# Quantum-defect wavefunction from the observed binding energy

Effective-mass theory gives all single acceptors in a given host the same binding energy. The real levels depend on the element, because the potential within about a bond length of the impurity (the central cell) is not a screened Coulomb potential. The quantum-defect method avoids modelling the cell. It takes the binding energy $E_{\rm obs}$ as an input and solves the envelope equation only where the potential is known.

## Premises and conventions

1. The carrier belongs to one isotropic parabolic band of mass $m^*$. For an acceptor the carrier is a hole, and its energy is counted from the valence-band edge into the band, so a bound state has energy $-E_{\rm obs}<0$.
2. For $r>r_0$ the potential is $-e^2/(4\pi\varepsilon_0\varepsilon r)$ with the static dielectric constant $\varepsilon$. For $r<r_0$ it is unknown.
3. The envelope $F$ of the ground state is spherical ($l=0$), and is normalised as $\int|F|^2d^3r=1$.
4. The cell deepens the level: $E_{\rm obs}\ge R$.

The effective Rydberg $R$ and Bohr radius $a$ are

$$R=\frac{m^*/m_e}{\varepsilon^2}\,{\rm Ry},\qquad a=\frac{\varepsilon}{m^*/m_e}\,a_0,\qquad \frac{\hbar^2}{2m^*}=Ra^2,\qquad \frac{e^2}{4\pi\varepsilon_0\varepsilon}=2Ra .$$

Energies are in meV and lengths in Å. $\Gamma$ is the gamma function, $\psi$ the digamma function, $\psi'$ its derivative and $\gamma$ Euler's constant.

## Step 1: the equation outside the cell

With $F=u(r)/r$ one has $\nabla^2F=u''/r$. The envelope equation $-Ra^2\nabla^2F-(2Ra/r)F=-E_{\rm obs}F$, divided by $-Ra^2$, becomes

$$u''+\left(\frac{2}{ar}-\kappa^2\right)u=0,\qquad \kappa^2=\frac{E_{\rm obs}}{Ra^2}.$$

Define the effective quantum number and a scaled radius,

$$\nu=\sqrt{R/E_{\rm obs}},\qquad \kappa=\frac{1}{\nu a},\qquad z=2\kappa r=\frac{2r}{\nu a}.$$

By premise 4, $0<\nu\le1$, and $1-\nu$ is the quantum defect. Since $d/dr=2\kappa\,d/dz$, division by $4\kappa^2$ gives

$$\frac{d^2u}{dz^2}+\left(-\frac14+\frac{\nu}{z}\right)u=0 .$$

This is Whittaker's equation $W''+[-\tfrac14+\nu/z+(\tfrac14-\mu^2)/z^2]W=0$ with $\mu=\tfrac12$.

## Step 2: the decaying solution

At large $z$ the two solutions behave as $z^{\nu}e^{-z/2}$ and $z^{-\nu}e^{+z/2}$. Normalisability removes the second. No condition is imposed at the origin, because the equation does not hold there. In the pure Coulomb problem the origin condition quantises $\nu$; here the cell does that job, and its verdict is already contained in $E_{\rm obs}$.

The decaying solution can be written down explicitly. Put $u=z\,e^{-z/2}y(z)$, which turns the equation into

$$zy''+(2-z)y'-(1-\nu)y=0 .$$

Try $y=\int_0^\infty e^{-zt}g(t)\,dt$. Then $z(y''-y')=z\int t(1+t)g\,e^{-zt}dt$. Integration by parts turns this into $\int[t(1+t)g]'e^{-zt}dt$, provided $t\,g\to0$ at $t=0$. The equation holds if

$$[t(1+t)g]'-2tg-(1-\nu)g=t(1+t)g'+\nu g=0 ,$$

so $g=(1+1/t)^\nu$, and $tg\sim t^{1-\nu}$ vanishes at $t=0$ for $\nu<1$. With $s=zt$, and a prefactor chosen so that the leading asymptotic coefficient is one,

$$W_{\nu,1/2}(z)=\frac{e^{-z/2}}{\Gamma(1-\nu)}\int_0^\infty e^{-s}\left(1+\frac zs\right)^{\nu}ds,\qquad F(r)\propto\frac1r\,W_{\nu,1/2}\!\left(\frac{2r}{\nu a}\right).$$

At the origin $W(0)=1/\Gamma(1-\nu)$. For $\nu<1$ the continued function therefore diverges as $1/r$. Since $\nabla^2(1/r)=-4\pi\delta^3(\mathbf r)$, this divergence is a point source that stands in for the cell.

## Step 3: asymptotic form

Write $(1+z/s)^\nu=z^\nu s^{-\nu}(1+s/z)^\nu$, expand the last factor binomially and use $\int e^{-s}s^{j-\nu}ds=\Gamma(j+1-\nu)$:

$$W_{\nu,1/2}(z)\sim z^\nu e^{-z/2}\left[1+\frac{\nu(1-\nu)}{z}-\frac{\nu(1-\nu)^2(2-\nu)}{2z^2}+\dots\right].$$

The leading term gives the working form

$$F_\nu(r)=N\,r^{\nu-1}e^{-r/\nu a}.$$

What the truncation amounts to is seen by differentiating $u_0=z^\nu e^{-z/2}$ twice:

$$u_0''+\left(-\frac14+\frac\nu z\right)u_0=-\frac{\nu(1-\nu)}{z^2}\,u_0 .$$

So $F_\nu$ is an exact eigenfunction, at energy $-E_{\rm obs}$, of the potential $-2Ra/r-\nu(1-\nu)Ra^2/r^2$. The added attraction equals the Coulomb term at $r=\nu(1-\nu)a/2$ and is smaller beyond. It vanishes at $\nu=0$ and $\nu=1$, where the truncation is exact.

## Step 4: normalisation

**Working form.** Extend $F_\nu$ to all $r$ and use $\int_0^\infty r^{q}e^{-2\kappa r}dr=\Gamma(q+1)/(2\kappa)^{q+1}$ with $q=2\nu$:

$$N^2=\frac{1}{4\pi\,\Gamma(2\nu+1)}\left(\frac{2}{\nu a}\right)^{2\nu+1}.$$

The same integral with $q=2\nu+1$ gives $\langle r\rangle=(2\nu+1)\,\nu a/2$.

**Full Whittaker function.** This $N$ normalises the truncated function and not $W/r$. To find $I(\nu)=\int_0^\infty W^2dz$, set $a=1$ and $\epsilon=1/\nu^2$, so that $u''=(\epsilon-2/r)u$. The derivative $v=\partial u/\partial\epsilon$ obeys $v''=(\epsilon-2/r)v+u$. Hence $(uv'-u'v)'=u^2$, and because $u$ and $v$ vanish at infinity,

$$\int_{r}^\infty u^2dr'=-u^2\,\frac{\partial}{\partial\epsilon}\frac{u'}{u}\bigg|_{r}.$$

The logarithmic derivative is needed at small $r$. Let $w(z)=\int_0^\infty e^{-s}(1+z/s)^\nu ds$, so that $w(0)=1$ and $w'=\nu\int e^{-s}s^{-\nu}(s+z)^{\nu-1}ds$. Split this integral at $\delta$ with $z\ll\delta\ll1$. The outer part is $\int_\delta^\infty e^{-s}ds/s\to-\ln\delta-\gamma$. In the inner part $e^{-s}\to1$, and $b=s/(s+z)$ turns it into $\int b^{-\nu}db/(1-b)$ up to $b=\delta/(\delta+z)$. With $\int_0^1(1-b^{-\nu})\,db/(1-b)=\psi(1-\nu)+\gamma$ it equals $\ln(\delta/z)-\psi(1-\nu)-\gamma$. The sum is $w'\to-\nu[\ln z+\psi(1-\nu)+2\gamma]$. With $u\propto e^{-z/2}w$ and $z=2r/\nu$,

$$\frac{u'}{u}\to-\frac1\nu-2\left[\ln\frac{2r}{\nu}+\psi(1-\nu)+2\gamma\right].$$

The derivative with respect to $\nu$ at fixed $r$ is $\nu^{-2}+2\nu^{-1}+2\psi'(1-\nu)$, in which $\ln r$ has dropped out. Using $d\epsilon/d\nu=-2/\nu^3$, $dz=2\,dr/\nu$ and $W(0)=1/\Gamma(1-\nu)$,

$$I(\nu)=\frac{1+2\nu+2\nu^2\psi'(1-\nu)}{\Gamma(1-\nu)^2}.$$

The normalised $W/r$ has the far tail $N_W\,r^{\nu-1}e^{-\kappa r}$ with $N_W^2=(2\kappa)^{2\nu+1}/(4\pi I)$, so

$$\frac{N_W^2}{N^2}=\frac{\Gamma(2\nu+1)}{I(\nu)} .$$

The ratio is one at both ends: $I(0)=1$, and $I\to2$ as $\nu\to1$, where $\psi'(1-\nu)$ and $\Gamma(1-\nu)^2$ both diverge as $(1-\nu)^{-2}$. Both normalisations continue an outside solution into the cell. The shape outside is fixed by the premises; the amplitude also depends on the weight inside.

## Step 5: the two limits

**$\nu=1$.** The series of Step 3 stops at its first term, $\Gamma(3)=2$ gives $N^2=1/(\pi a^3)$, and $F=e^{-r/a}/\sqrt{\pi a^3}$ is the hydrogenic $1s$ state.

**$\nu\to0$.** The limit is taken at fixed $\kappa=\sqrt{2m^*E_{\rm obs}}/\hbar$, so that $R/E_{\rm obs}\to0$ and the Coulomb tail $2/(ar)=2\nu\kappa/r$ is switched off. Then

$$F_0=\sqrt{\frac{\kappa}{2\pi}}\;\frac{e^{-\kappa r}}{r},$$

the bound state of a zero-range (delta) potential, which is the model of Lucovsky (1965).

## Step 6: photoionization

In the dipole approximation the coupling to light is proportional to $\mathbf A\cdot\mathbf p/m^*$. The golden-rule rate scales as $A^2$ and the photon flux as $\omega A^2$, for a refractive index that is constant over the range of interest. For plane-wave final states in the same band, $\langle\mathbf k|\mathbf p|F\rangle=\hbar\mathbf k\,\tilde F(k)$ with $\tilde F$ the Fourier transform, the density of states is proportional to $k$, and the angular average contributes a constant. Thus

$$\sigma\propto\frac{k^3|\tilde F(k)|^2}{\omega},\qquad x\equiv\frac{\hbar\omega}{E_{\rm obs}}=1+\frac{k^2}{\kappa^2}.$$

The transform follows from $\int_0^\infty r^\nu e^{-\kappa r}\sin kr\,dr={\rm Im}\,[\Gamma(\nu+1)(\kappa-ik)^{-\nu-1}]$:

$$\tilde F_\nu(k)=\frac{4\pi N\,\Gamma(\nu+1)}{k}\,\frac{\sin[(\nu+1)\theta]}{(k^2+\kappa^2)^{(\nu+1)/2}},\qquad\tan\theta=\frac k\kappa ,$$

$$\sigma_\nu\propto\frac{\sqrt{x-1}\,\sin^2\!\left[(\nu+1)\arctan\sqrt{x-1}\right]}{x^{\nu+2}} .$$

At $\nu=0$, $\sin^2\theta=(x-1)/x$, and

$$\sigma_0\propto\frac{(\hbar\omega-E_{\rm obs})^{3/2}}{(\hbar\omega)^3}.$$

Setting $d\ln\sigma_0/dx=\tfrac{3}{2(x-1)}-\tfrac3x$ to zero gives $x=2$: the cross-section vanishes at threshold and peaks at $\hbar\omega=2E_{\rm obs}$. In this limit the plane wave is no additional approximation. The dipole operator connects the $s$ state to $p$ waves only, and a zero-range potential leaves those free.

For $\nu>0$ the plane wave is an approximation, since the outgoing carrier feels the Coulomb tail. The standard Coulomb continuum normalisation gives the ratio of the attractive $p$-wave density to the free one at small $r$ as

$$C_1=e^{\pi\eta}|\Gamma(2+i\eta)|^2=\frac{2\pi\eta\,(1+\eta^2)}{1-e^{-2\pi\eta}},\qquad\eta=\frac1{ka}=\frac{\nu\kappa}{k}.$$

Near threshold $C_1\to2\pi\eta^3\propto k^{-3}$, which cancels the $k^3$ in $\sigma$ and leaves a finite cross-section at the edge for any $\nu>0$.

## Range of validity

- **Cell size.** $W/r$ holds for $r>r_0$. Its amplitude is uncertain by roughly the probability inside the cell, so $\kappa r_0\ll1$ is required. The same condition underlies the static $\varepsilon$, because screening weakens at distances of a bond length.
- **Truncation.** The working form has the shape of $W/r$ when $z\gg\nu(1-\nu)$, and $N$ differs from $N_W$ most at intermediate $\nu$.
- **Depth.** The parabolic one-band picture needs $E_{\rm obs}$ small against the gap.
- **Band structure.** An acceptor in a diamond-structure host is built from heavy-hole, light-hole and split-off bands with $s$ and $d$ envelopes. A multivalley donor has anisotropic masses. Each mass has its own decay constant at the same $E_{\rm obs}$, and the slowest decay controls the far tail.
- **Lattice relaxation.** It is neglected, so the thermal and optical binding energies are taken as equal.
- **Line shape.** The peak at $2E_{\rm obs}$ belongs to $\nu\to0$. Elsewhere $\sigma_\nu$ requires $\eta\ll1$.

## Illustration: indium in silicon

Inputs: $E_{\rm obs}=156$ meV, the typical value for the In acceptor, taken as given; $\varepsilon=11.7$ (compiled value, Ioffe Institute); and $R=32$ meV, an approximate value chosen so that the one-band model at $\nu=1$ reproduces the typical multiband effective-mass binding energy of an acceptor in Si. For $r_0$ we take the Si bond length, approximately 2.35 Å. All results below are the model's.

The choice of $R$ implies $m^*=0.32\,m_e$ and $a=19.2$ Å. Then $\nu=\sqrt{32/156}=0.453$, the quantum defect is $0.547$, and the decay length is $\nu a=8.7$ Å. With $\Gamma(2\nu+1)=0.964$,

$$F_\nu(r)=0.071\ \text{Å}^{-0.953}\;r^{-0.547}\,e^{-r/8.7\,\text{Å}} .$$

| envelope | decay length (Å) | $\langle r\rangle$ (Å) |
|---|---|---|
| hydrogenic, $\nu=1$, bound by $R$ | 19.2 | 28.8 |
| working form $F_\nu$, $\nu=0.453$ | 8.7 | 8.3 |
| delta potential, $\nu\to0$, same $\kappa$ | 8.7 | 4.4 |

**Truncation and normalisation.** The first correction has the coefficient $\nu(1-\nu)=0.248$. It falls below 10 per cent of the amplitude only beyond $r\approx11$ Å, which is outside the mean radius. The spurious $1/r^2$ attraction matches the Coulomb term at 2.4 Å. The full function has $I=1.38$, so $N_W^2/N^2=0.70$, and the working form puts 1.43 times as much density in the far tail as the normalised $W/r$. With $\kappa r_0=0.27$, the probability inside $r_0$ is 0.12 for the working form and 0.21 for $W/r$. The amplitude is thus fixed to a few tens of per cent in density, and no better.

**Photoionization.** The threshold lies at 7.9 µm. The delta-potential peak is at 312 meV, or 4.0 µm. Maximising $\sigma_\nu$ at $\nu=0.453$ moves it to $x=1.65$, or 0.26 eV. The neglected Coulomb factor is $C_1=3.6$ at $k=\kappa$ and $C_1=10$ at $k=\kappa/2$. As a small-$r$ ratio it only indicates the size of the effect, but it is far from one, it grows toward threshold, and it acts at least as strongly on the shape as the change from $\nu=0$ to $0.453$. Neither peak position is therefore a controlled prediction for this $\nu$.

**Bands.** Against the gap of 1.12 eV (compiled value, Wing 2021) the level is moderately shallow, $E_{\rm obs}/E_g=0.14$. The spin-orbit splitting of 0.044 eV (compiled value, Ioffe Institute NSM archive) is only 0.28 of $E_{\rm obs}$, so the split-off band takes part in the state. Typical band-edge masses of $0.49\,m_e$ (heavy hole) and $0.16\,m_e$ (light hole) give $\hbar/\sqrt{2mE_{\rm obs}}=7.1$ Å and 12.4 Å. The model's 8.7 Å lies between them and describes the body of the envelope. In the far tail, which matters for hopping and pair recombination, a decay governed by the light mass has a length larger than the model's by a factor of roughly 1.4.